# Emission and absorption noise at finite frequency

A conductor at bias $V$ can hand a quantum $\hbar\Omega$ to a detector, or take one from it. These are different processes with different rates, and one function holds both. I will derive it for a coherent conductor with energy-independent scattering, show why a superconductor-insulator-superconductor (SIS) junction biased below its gap reads only the emission half, and put in numbers for a carbon nanotube.

## Definition and signs

With $\delta I=I-\langle I\rangle$, define the unsymmetrised, two-sided spectrum

$$S(\omega)=\int_{-\infty}^{\infty}dt\,e^{i\omega t}\langle\delta I(t)\,\delta I(0)\rangle ,$$

in A²/Hz, so that $\langle\delta I^2\rangle=\int d\omega\,S(\omega)/2\pi$. The mean is subtracted to remove a term $2\pi\langle I\rangle^2\delta(\omega)$. Insert many-body eigenstates $|m\rangle$ with weights $p_m$:

$$S(\omega)=2\pi\hbar\sum_{m,n}p_m|\langle n|\delta I|m\rangle|^2\,\delta(E_n-E_m-\hbar\omega).$$

This has the form of a golden-rule rate in which the conductor gains $\hbar\omega$. Hence $S(+\Omega)$ with $\Omega>0$ is absorption by the conductor and $S(-\Omega)$ is emission.

**Question.** *My textbook has $4k_BTG$. Will yours?*

It will have $2k_BTG$ at $\omega\to0$. The textbook spectrum is one-sided, $S(\omega)+S(-\omega)$ per hertz of positive frequency.

## Premises

1. Electrons are independent and scatter elastically between leads L and R. Spin and valley count as separate channels.
2. Incoming states are filled from reservoirs in equilibrium, $f_\alpha(E)=[e^{(E-\mu_\alpha)/k_BT}+1]^{-1}$, with $\mu_L-\mu_R=eV$ held fixed and $e>0$.
3. $\hbar|\omega|$, $e|V|$ and $k_BT$ are small against the distance to any band edge, so channel velocities are constant and energy integrals run over the whole axis.
4. The scattering matrix, moduli and phases, is constant over that window.

Premise 4 enters only at step 3.

## Step 1: the current operator

Let $a_{\alpha n}(E)$ and $b_{\alpha n}(E)$ annihilate incoming and outgoing electrons, with $\{a_{\alpha n}(E),a^\dagger_{\beta m}(E')\}=\delta_{\alpha\beta}\delta_{nm}\delta(E-E')$. With this normalisation the wave in a channel has amplitude $(hv)^{-1/2}$, and the flux, $v$ times the density, loses its $v$. Cross terms between incoming and outgoing waves are proportional to $v(E)-v(E')$ and drop by premise 3. So

$$I(t)=\frac{e}{h}\int dE\,dE'\,e^{i(E-E')t/\hbar}\left[a_L^\dagger(E)a_L(E')-b_L^\dagger(E)b_L(E')\right],$$

with $a_L$, $b_L$ vectors in channel space. This is $e$ times the particle flux into the sample, and the sign of the charge cancels in $S$. Scattering gives $b_L=r\,a_L+t'\,a_R$ and $b_R=t\,a_L+r'\,a_R$. Writing $s_{LL}=r$, $s_{LR}=t'$,

$$I(t)=\frac{e}{h}\sum_{\alpha\beta}\int dE\,dE'\,e^{i(E-E')t/\hbar}\,a^\dagger_\alpha(E)A_{\alpha\beta}(E,E')a_\beta(E'),$$

$$A_{\alpha\beta}(E,E')=\delta_{\alpha L}\delta_{\beta L}-s^\dagger_{L\alpha}(E)\,s_{L\beta}(E').$$

Note that $A_{\beta\alpha}(E',E)=A_{\alpha\beta}(E,E')^\dagger$.

## Step 2: the average

Premise 2 means $\langle a_1^\dagger a_2\rangle=\delta_{12}f_1$, where an index stands for lead, channel and energy. The state is Gaussian, so Wick's theorem applies:

$$\langle a_1^\dagger a_2a_3^\dagger a_4\rangle-\langle a_1^\dagger a_2\rangle\langle a_3^\dagger a_4\rangle=\delta_{14}\delta_{23}\,f_1(1-f_2).$$

The subtracted product is $\langle I\rangle^2$. Two energy integrals are left, and the time integral gives $\int dt\,e^{i(E-E'+\hbar\omega)t/\hbar}=h\,\delta(E-E'+\hbar\omega)$. Therefore

$$S(\omega)=\frac{e^2}{h}\sum_{\alpha\beta}\int dE\;\mathrm{Tr}\!\left[A_{\alpha\beta}A_{\alpha\beta}^\dagger\right]f_\alpha(E)\,[1-f_\beta(E+\hbar\omega)],\tag{1}$$

with $A_{\alpha\beta}=A_{\alpha\beta}(E,E+\hbar\omega)$. An electron leaves a filled scattering state of lead $\alpha$ at $E$ and enters an empty one of lead $\beta$ at $E+\hbar\omega$, in line with our sign rule.

## Step 3: the traces

Now use premise 4. Let $\tau_n$ be the eigenvalues of $t^\dagger t$. Unitarity gives $t^\dagger t=1-r^\dagger r$ and $t't'^\dagger=1-rr^\dagger$. Since $rr^\dagger$ and $r^\dagger r$ have the same eigenvalues, $t't'^\dagger$ also has the eigenvalues $\tau_n$. Then:

- $A_{LL}=t^\dagger t$, so the trace is $\sum_n\tau_n^2$.
- $A_{RR}=-t'^\dagger t'$, so the trace is $\mathrm{Tr}(t't'^\dagger)^2=\sum_n\tau_n^2$.
- $A_{LR}=-r^\dagger t'=A_{RL}^\dagger$, so both mixed traces are $\mathrm{Tr}[t't'^\dagger\,rr^\dagger]=\sum_n\tau_n(1-\tau_n)$.

The mean current follows from the same matrices: $\langle I\rangle=(e/h)\sum_n\tau_n\int dE\,(f_L-f_R)=GV$. Define

$$G=\frac{e^2}{h}\sum_n\tau_n,\qquad F=\frac{\sum_n\tau_n(1-\tau_n)}{\sum_n\tau_n},\qquad 1-F=\frac{\sum_n\tau_n^2}{\sum_n\tau_n}.$$

## Step 4: the Fermi integral

Let $f(E)=[e^{E/k_BT}+1]^{-1}$. We can always write $f(E)-f(E+\epsilon)=f(E)[1-f(E+\epsilon)]-f(E+\epsilon)[1-f(E)]$. Because $(1-f)/f=e^{E/k_BT}$, the second product is $e^{-\epsilon/k_BT}$ times the first. The difference of two unit steps displaced by $\epsilon$ integrates to $\epsilon$. Thus

$$\int dE\,f(E)[1-f(E+\epsilon)]=\frac{\epsilon}{1-e^{-\epsilon/k_BT}}\equiv x(\epsilon).$$

In (1), shifting $E$ by $\mu_\alpha$ gives $\epsilon=\hbar\omega+\mu_\alpha-\mu_\beta$: $\hbar\omega$ for LL and RR, $\hbar\omega+eV$ for LR, $\hbar\omega-eV$ for RL.

## The result

$$S(\omega)=\frac{e^2}{h}\sum_n\Big\{2\tau_n^2\,x(\hbar\omega)+\tau_n(1-\tau_n)\big[x(\hbar\omega+eV)+x(\hbar\omega-eV)\big]\Big\}.$$

At $V=0$ the braces give $2\tau_n x(\hbar\omega)$, which is the equilibrium spectrum

$$S_0(\omega)=\frac{2G\hbar\omega}{1-e^{-\hbar\omega/k_BT}},$$

and in terms of it

$$\boxed{S(\omega)=(1-F)\,S_0(\omega)+\frac F2\left[S_0\!\left(\omega+\frac{eV}{\hbar}\right)+S_0\!\left(\omega-\frac{eV}{\hbar}\right)\right]}\tag{2}$$

Three consequences follow.

**Asymmetry.** With $y=\epsilon/k_BT$, $1/(1-e^{-y})+1/(1-e^{y})=1$, so $x(\epsilon)-x(-\epsilon)=\epsilon$. Pair $x(\hbar\omega+eV)$ with $x(-\hbar\omega-eV)$, and $x(\hbar\omega-eV)$ with $x(-\hbar\omega+eV)$. The voltage cancels in the sum:

$$S(\omega)-S(-\omega)=G\left[2(1-F)\hbar\omega+F\cdot2\hbar\omega\right]=2\hbar\omega G.\tag{3}$$

**Low frequency.** For $\omega\to0$, $x(0)=k_BT$ and $x(\epsilon)+x(-\epsilon)=\epsilon\coth(\epsilon/2k_BT)$ give $S(0)=2k_BTG(1-F)+FG\,eV\coth(eV/2k_BT)$. This runs from $2k_BTG$ to $Fe|\langle I\rangle|$, so $F$ is the Fano factor.

**Zero temperature.** There $x(\epsilon)=\epsilon\,\theta(\epsilon)$, and for $\Omega>0$

$$S(-\Omega)=FG\,(e|V|-\hbar\Omega)\,\theta(e|V|-\hbar\Omega),\qquad S(\Omega)=S(-\Omega)+2\hbar\Omega G.\tag{4}$$

Emission stops at $\hbar\Omega=e|V|$. The electron must start below the higher chemical potential and end above the lower one, and the window of starting energies has width $e|V|-\hbar\Omega$. At finite $T$ the corner is rounded. For $\hbar\Omega\gg k_BT$, $S(-\Omega)=FGk_BT$ at the threshold and falls off below it as $FG\,\Delta\epsilon\,e^{-\Delta\epsilon/k_BT}$ once $\Delta\epsilon=\hbar\Omega-e|V|\gg k_BT$.

**Question.** *A perfect channel at large bias has lots of energy to give. Why is it dark?*

The phase space is there, but the matrix element $-r^\dagger t'$ vanishes. At $\tau=1$ the current operator doesn't connect states from L with states from R, and each stream alone is in equilibrium.

**Question.** *Is (3) a fluctuation-dissipation theorem out of equilibrium?*

Half of one. The left side of (3) is the transform of the commutator $\langle[\delta I(t),\delta I(0)]\rangle$, which by Kubo's argument fixes the dissipative response in any stationary state. What fails at $V\neq0$ is detailed balance, $S(-\Omega)=e^{-\hbar\Omega/k_BT}S(\Omega)$, which only $S_0$ obeys.

**Question.** *If I subtract the zero-bias signal, do I still see emission differ from absorption?*

No. By (3) the odd part of $S$ doesn't depend on $V$, so the excess noise $S(\omega,V)-S(\omega,0)$ is even in $\omega$. An excess noise that is not even signals a high-frequency conductance that depends on bias, and so a breach of the premises.

## What the SIS junction reads

Source and detector are coupled through capacitors to a linear circuit. Its Heisenberg equations are linear, $\delta V(\omega)=Z(\omega)\delta I(\omega)$ plus the circuit's own sources, with $Z(-\omega)=Z(\omega)^*$ the transimpedance of the loaded circuit. Operator order is preserved, so

$$S_V(\omega)=|Z(\omega)|^2S(\omega)+S_V^{\rm circuit}(\omega).$$

The emission side of $S_V^{\rm circuit}$ carries a Bose factor and is negligible for $\hbar\Omega\gg k_BT$.

Take the detector at dc bias $V_D>0$, with its Josephson coupling suppressed, for instance by flux through a loop of two junctions. The tunnel Hamiltonian is $\mathcal T e^{i\varphi}+\text{h.c.}$, with $\dot\varphi=e\,\delta V/\hbar$, so $S_\varphi(\omega)=(e/\hbar\omega)^2S_V(\omega)$. The golden-rule rate for a transfer that gains the energy $U$ from the bias is

$$\Gamma(U)=\frac1{\hbar^2}\int dt\,e^{iUt/\hbar}\,C(t)\,\langle e^{-i\varphi(t)}e^{i\varphi(0)}\rangle ,$$

where $C(t)=\langle\mathcal T^\dagger(t)\mathcal T(0)\rangle$ is taken at zero bias. To second order in $\varphi$, with $\langle\varphi\rangle=0$, the last factor is $1+\langle\varphi(t)\varphi(0)\rangle-\langle\varphi^2\rangle$. Insert $\langle\varphi(t)\varphi(0)\rangle=\int d\omega\,e^{-i\omega t}S_\varphi(\omega)/2\pi$. Each component shifts $U$ to $U-\hbar\omega$:

$$\Gamma(U)=\Gamma_0(U)+\int\frac{d\omega}{2\pi}\Big(\frac{e}{\hbar\omega}\Big)^2S_V(\omega)\,[\Gamma_0(U-\hbar\omega)-\Gamma_0(U)].$$

The current is $e[\Gamma(eV_D)-\Gamma(-eV_D)]$. For $k_BT\ll\Delta$ and equal BCS gaps, $e\Gamma_0(U)=I_{qp}(U)$ is zero for $U<2\Delta$, negative $U$ included, and above that

$$eR_NI_{qp}(U)=\int_\Delta^{U-\Delta}\!\!\frac{E\,(U-E)\,dE}{\sqrt{E^2-\Delta^2}\sqrt{(U-E)^2-\Delta^2}}=U\,\mathsf E(m)-\frac{2\Delta^2}{U}\mathsf K(m),$$

with $m=1-(2\Delta/U)^2$ the parameter of the complete elliptic integrals and $R_N$ the normal-state resistance. At $m=0$ both equal $\pi/2$, so the current starts with a step $\pi\Delta/2eR_N$.

For $eV_D<2\Delta$, $\Gamma_0(\pm eV_D)=0$, and positive $\omega$ only lowers the argument further. Only $\omega=-\Omega$ survives:

$$I_{\rm PAT}=\int_0^\infty\!\frac{d\Omega}{2\pi}\Big(\frac{e}{\hbar\Omega}\Big)^2|Z|^2S(-\Omega)\,\big[I_{qp}(\hbar\Omega+eV_D)-I_{qp}(\hbar\Omega-eV_D)\big].\tag{5}$$

This photon-assisted current needs $\hbar\Omega>2\Delta-eV_D$, while (4) needs $\hbar\Omega<e|V|$. At $T=0$ it therefore vanishes unless $e|V|>2\Delta-eV_D$.

**Question.** *Where did the zero-point noise go?*

It sits at positive $\omega$, and a junction below its gap has no quasiparticle process that could give energy away. Above the gap the term $S_V(\Omega)[I_{qp}(eV_D-\hbar\Omega)-I_{qp}(eV_D)]$ is active, and the detector then probes absorption as well.

For a parallel resonator, $|Z|^2=Z_p^2/[1+Q^2(u-1/u)^2]$ with $u=\Omega/\Omega_0$. The substitution $u\to1/u$ shows that the integral of the line shape over $u>0$ is the same with and without the weight $u^{-2}$. Their mean has the weight $(1+u^{-2})/2$, and $w=u-1/u$ turns it into $\tfrac12\int_{-\infty}^\infty dw/(1+Q^2w^2)=\pi/2Q$. If $S\,I_{qp}$ varies little across the line and the backward term is closed,

$$I_{\rm PAT}\simeq W\,I_{qp}(eV_D+hf_0),\qquad W=\Big(\frac{e}{hf_0}\Big)^2S(-\Omega_0)\,Z_p^2\,\frac{\pi f_0}{2Q},\qquad f_0=\frac{\Omega_0}{2\pi}.\tag{6}$$

## Range of validity

**Energy dependence.** Equation (1) survives without premise 4, (2) does not. For uncoupled channels at $T=0$ and $V>0$, (1) gives the emission exactly,

$$S(-\Omega)=\frac{e^2}{h}\sum_n\int_{\mu_R+\hbar\Omega}^{\mu_L}dE\,[1-\tau_n(E)]\,\tau_n(E-\hbar\Omega).\tag{7}$$

The cutoff at $e|V|$ is thus more general than the linear law. Absorption also feels phases. If $r$ keeps its modulus and has a delay $t_d$, then $|1-r^*(E)r(E+\hbar\Omega)|^2=\tau^2+4(1-\tau)\sin^2(\Omega t_d/2)$. This extra term reflects charge piling up in the sample, where the currents in L and R differ and screening has to be included. We need $\Omega t_d\ll1$, and $e|V|$, $\hbar\Omega$, $k_BT$ small against the resonance width.

**Interactions.** Coulomb blockade, Kondo correlations and Luttinger-liquid power laws violate premise 1. They make the conductance depend on bias and frequency, and (2) does not apply.

**Environment.** A fixed bias needs weak phase fluctuations. For a resonator of high $Q$ with $Z_c=Z_p/Q$ the zero-point value is $\langle\varphi^2\rangle\simeq e^2Z_c/2\hbar=\pi Z_ce^2/h$. It sets the relative size of the higher orders dropped in (5), and of the dynamical Coulomb blockade of the source. Such higher-order processes, and Joule heating of the leads, allow weak emission above $e|V|$.

## Numerical illustration

The source is a well-contacted nanotube in the Fabry-Pérot regime with four equal channels (spin and valley). I assume a length $L=300$ nm, a typical Fermi velocity $v\approx8\times10^5$ m/s, and two contacts that each reflect with probability $\rho=0.1$. Summing the multiple reflections, $|t|=(1-\rho)\,|\sum_k(\rho e^{i\vartheta})^k|$ with $\vartheta$ the round-trip phase. With $E$ counted from a conductance minimum, $\vartheta=\pi+2\pi E/\delta$, and

$$\tau(E)=\frac{(1-\rho)^2}{1+\rho^2+2\rho\cos(2\pi E/\delta)},\qquad\delta=\frac{hv}{2L}=5.51\ \text{meV}.$$

The gate is set at the minimum and the bias is split evenly. Then $\tau=0.669$, $F=1-\tau=0.331$ and $G=2.68\,e^2/h=103.7\ \mu$S. I chose $\rho$ so that $G$ lies in the range typical of such tubes, about 2 to 3.5 $e^2/h$.

Take $T=50$ mK, so $k_BT=4.31\ \mu$eV, and $f_0=30$ GHz, so $hf_0=124.1\ \mu$eV and $hf_0/k_BT=28.8$. The Bose factor is $3.1\times10^{-13}$, and $2hf_0G=4.12\times10^{-27}$ A²/Hz. Equation (2) gives, in units of $10^{-27}$ A²/Hz:

| $V$ ($\mu$V) | emission $S(-\Omega_0)$ | absorption $S(\Omega_0)$ |
|---|---|---|
| 100 | 0.00050 | 4.12 |
| $hf_0/e$ | 0.024 | 4.15 |
| 200 | 0.42 | 4.54 |
| 400 | 1.52 | 5.64 |

At 400 $\mu$V emission ends at $eV/h=96.7$ GHz, and the zero-frequency shot noise $FG\,eV$ is 2.20 in the same units.

The neglected terms are small here. At the edge of the bias window, $E=200\ \mu$eV, $\tau$ has risen only to 0.672, and (7) lowers the emission at 400 $\mu$V by 0.1 %. At a conductance minimum the delay is shorter than the round trip $2L/v=0.75$ ps. Using the round trip as a bound, $\Omega_0t_d<0.14$, and the phase term $(1-\tau)(\Omega_0t_d)^2/\tau^2$ changes the LL absorption term by less than 1.5 %.

The detector is an aluminium junction with a typical thin-film gap $\Delta\approx200\ \mu$eV, an assumed $R_N=20$ k$\Omega$, and $V_D=320\ \mu$V. It responds above $80\ \mu$eV, that is 19.3 GHz. The backward term needs $720\ \mu$eV, more than the source supplies at $V=400\ \mu$V. The resonator has assumed loaded values $Z_p=500\ \Omega$ and $Q=10$, so $Z_c=50\ \Omega$ and $\langle\varphi^2\rangle\simeq0.006$. At $U=eV_D+hf_0=444.1\ \mu$eV, $m=0.189$ and $I_{qp}=18.3$ nA, against a step height of 15.7 nA. The noise bandwidth is $\pi f_0/2Q=4.71$ GHz. Equation (6) gives $W=1.16\times10^{-4}$ and $I_{\rm PAT}\simeq2.1$ pA. Integrating (5) over the full line with (4) gives 2.0 pA, lower mainly because the tail of the resonance below 19.3 GHz is not detected.

**Question.** *Would I see 2.0 pA with a real tube?*

That number is the model's. It scales as $F$ and as $Z_p^2/Q$, both assumed. Currents of order picoamperes are typical for such detectors, so the scale is sensible. The main bias lies in $F$. At fixed $\sum_n\tau_n$, equal transmissions minimise $\sum_n\tau_n^2$, so 0.331 is the largest Fano factor that four channels with this $G$ can have. Real contacts typically couple the two orbital modes unequally. In the case of two open channels and two with $\tau=0.339$, $G$ is unchanged, $F=0.167$, and the current falls to 1.0 pA. The model thus tends to overestimate the signal, by up to about a factor of two, while the threshold and the difference $2\hbar\Omega G$ don't depend on how the transmission is shared among the channels.